**Student:** My question is about the chain of chlorine vacancies in a Cl monolayer on Cu(100), arranged with alternating short and long spacings. If I change one thing at the end, which way does the edge peak respond, and by how much?

**Lecturer:** Fix the model first. Each vacancy carries one empty level, approximately 3.5 eV above the Fermi level, and we measure $E$ from it. The orbitals are orthogonal, spin is a spectator, and the hopping elements are $-v$ on the first bond, $-w$ on the second, and so on alternately, with $v,w>0$. That is the Su-Schrieffer-Heeger chain. As typical inputs take $v=75$ meV $=1.20\times10^{-20}$ J and $w=140$ meV $=2.24\times10^{-20}$ J. Removing two sites from the semi-infinite chain leaves the same chain, so the retarded Green's function of the end site obeys
$$g=\frac{1}{E-\dfrac{v^2}{E-w^2g}}\quad\Rightarrow\quad Ew^2g^2-(E^2+w^2-v^2)\,g+E=0 .$$
The discriminant is $D=[E^2-(w+v)^2][E^2-(w-v)^2]$, so the bands fill $|w-v|<|E|<w+v$.

**Student:** A quadratic has two roots. You could pick whichever has a pole.

**Lecturer:** I have no choice. Outside the bands $g\to1/E$ requires $-\sqrt D$. Continuing through the upper half plane past both edges of a band multiplies the root by $i^2=-1$. In the gap, therefore,
$$g=\frac{E^2+w^2-v^2+\sqrt D}{2Ew^2},\qquad \sqrt{D(0)}=|w^2-v^2| .$$
For $v<w$ this gives $g\simeq Z/E$ with $Z=1-v^2/w^2$. For $v>w$ the numerator vanishes at $E=0$ and $g\simeq-E/(v^2-w^2)$, without a pole. The state behind the pole lives on sites 1, 3, 5, ..., with amplitude ratio $-v/w$ per cell, and $Z$ is its probability on site 1. Our inputs give $v^2/w^2=0.29$, $Z=0.71$ and a gap $2(w-v)=130$ meV. Now make your changes, and reason before you calculate.

**Student:** First, I lengthen all the weak bonds, so that $v$ drops to a typical 40 meV. The end vacancy is more isolated, so the weight rises and the gap opens. The peak stays at zero.

**Lecturer:** And the size?

**Student:** The missing weight is $v^2/w^2$, which falls to 0.08. So $Z=0.92$, and the gap is 200 meV.

**Lecturer:** Second, move only the end vacancy, so that the first bond alone becomes $v_1$.

**Student:** With $v_1=40$ meV I expect a rise again, but a smaller one, since the tail is still long. With $v_1=w$ the chain starts with a strong bond, so the pole must vanish.

**Lecturer:** Right on the first, wrong on the second. From site 3 onward the chain is unchanged, so
$$g'=\frac{1}{E-\dfrac{v_1^2}{E-w^2g}} .$$
Near zero $w^2g\simeq w^2Z/E$ dominates the inner denominator, and $1/g'\simeq E\,[1+v_1^2/(w^2Z)]$. Hence
$$Z'=\frac{w^2-v^2}{w^2-v^2+v_1^2},\qquad w^2-v^2=13975\ \text{meV}^2 .$$
For $v_1=40$ meV this is 0.90, just below your 0.92. For $v_1=140$ meV it is 0.42. The weight moves inward, yet the pole stays at zero for any finite $v_1$. The end is then a trimer of two strong bonds, and a trimer has a zero level.

**Student:** Then what removes the pole?

**Lecturer:** That is the third change. Fill the end vacancy with a Cl atom. The new end sees 140 meV, then 75 meV, alternating forever, so $v$ and $w$ trade places in the recursion. The weight drops from 0.71 to zero, and the end site has no spectral weight inside the same 130 meV gap. What counts is where the bulk pattern is cut.

**Student:** Fourth, I raise the level of the end vacancy by $\delta=20$ meV, say by a defect nearby. If the state is protected, it should not move.

**Lecturer:** The pinning at zero needs a Hamiltonian that connects only odd sites with even sites. An on-site term breaks that. What does first-order perturbation theory say?

**Student:** A shift of $+\delta$ times the probability on site 1, so $Z\delta=14.3$ meV upward.

**Lecturer:** Now exactly. Dyson's equation gives $g'=1/(1/g-\delta)$, with a pole where $g=1/\delta$. Put that into the quadratic:
$$\delta E^2-(w^2+\delta^2)E+\delta(w^2-v^2)=0,$$
$$E_0=\frac{w^2+\delta^2-\sqrt{(w^2+\delta^2)^2-4\delta^2(w^2-v^2)}}{2\delta}=14.2\ \text{meV}.$$
It lies slightly below the linear value, because a raised site pushes weight into the chain. A weak contact on that site acts as $\delta=-i\Gamma/2$ and, by the same linear rule, gives the peak a full width $Z\Gamma$, not $\Gamma$.

**Student:** Extrapolating, the state reaches the band edge at 65 meV when $\delta=(w-v)/Z=91$ meV.

**Lecturer:** At $\delta=91$ meV the formula gives only 56 meV. At the edge $E=w-v$ we have $D=0$ and $g=1/w$, so the state merges with the band at $\delta=w=140$ meV. Now put the same shift on the second vacancy.

**Student:** The state has a node there, so nothing in first order. In second order it should move.

**Lecturer:** It does not move in any order. The inner denominator becomes $E-\delta-w^2g$, and the diverging $w^2Z/E$ swamps $\delta$. Both position and residue are unchanged. An eigenvector that vanishes on site 2 remains an eigenvector.

**Student:** I distrust that 14 meV. Surely vacancies also couple to second neighbours.

**Lecturer:** You should. Take an element $-t'$ between sites $n$ and $n+2$, with $t'=10$ meV as an assumed size. Successive amplitudes have the ratio $-v/w$ and the state is normalised, so the first-order shift is $+2t'v/w=11$ meV. The gap sits at the zone boundary, where the term $-2t'\cos k$, with $k$ the phase per cell, lifts both band edges by $2t'=20$ meV. That rivals the effect of $\delta$. An off-centre peak therefore does not prove an on-site shift. The change of position when $\delta$ is switched on is still $Z\delta$ in first order.

**Student:** Last objection. These levels are broad, so there is no pole to see.

**Lecturer:** Make that the fifth change. Give each site a self-energy $-i\gamma$, which sends $E\to E+i\gamma$. This Lorentzian form is a simplification of lifetime and vibrational broadening. Predict the density of states $\rho=-\mathrm{Im}\,g/\pi$ at midgap.

**Student:** The pole becomes a peak of height $Z/(\pi\gamma)$. With a typical $\gamma=50$ meV that is 4.5 eV$^{-1}$. Band tails add to it, and they also fill the gap of the other termination, so the contrast falls as $\gamma$ grows.

**Lecturer:** Set $E=i\gamma$ and $g=-iy$. The quadratic becomes $\gamma w^2y^2-Ay-\gamma=0$ with $A=w^2-v^2-\gamma^2$, and the positive root gives
$$\rho(0)=\frac{A+\sqrt{A^2+4\gamma^2w^2}}{2\pi\gamma w^2}.$$
For the weak-bond end $\rho(0)=4.8$ eV$^{-1}=3.0\times10^{19}$ J$^{-1}$ per spin. With $v$ and $w$ exchanged it is $0.92$ eV$^{-1}=5.7\times10^{18}$ J$^{-1}$. The ratio is 5.2, and at $\gamma=100$ meV it is 2.1. To the extent that the tunnelling conductance $dI/dV$ over the end vacancy follows $\rho$, the two terminations remain distinguishable. A full width $2\gamma=100$ meV is comparable with the gap, however, so a 14 meV shift is a small displacement of a broad line. Without broadening, the results are these:

| Change | Pole position (meV) | Weight on site 1 |
|---|---|---|
| none | 0 | 0.71 |
| all weak bonds 40 meV | 0 | 0.92 |
| first bond 40 meV | 0 | 0.90 |
| first bond 140 meV | 0 | 0.42 |
| end vacancy filled | no pole | 0 |
| site 2 raised by 20 meV | 0 | 0.71 |

**Student:** Vacancies sit on lattice sites, so $v$ changes in steps. Can one ever tune through $v=w$ continuously?

**Lecturer:** At a zigzag graphene edge the wave number $k$ along the edge does it. With nearest-neighbour hopping $t$ and lattice constant $a$, the edge atom couples to two neighbours, giving $v=2t\cos(ka/2)$, and the next bond is $w=t$. Then $Z=1-4\cos^2(ka/2)$, and the pole exists for $2\pi/3<|ka|\le\pi$. Its weight is 1 at $ka=\pi$, 0.73 at $ka=5\pi/6$, and it vanishes at $2\pi/3$, where the gap closes.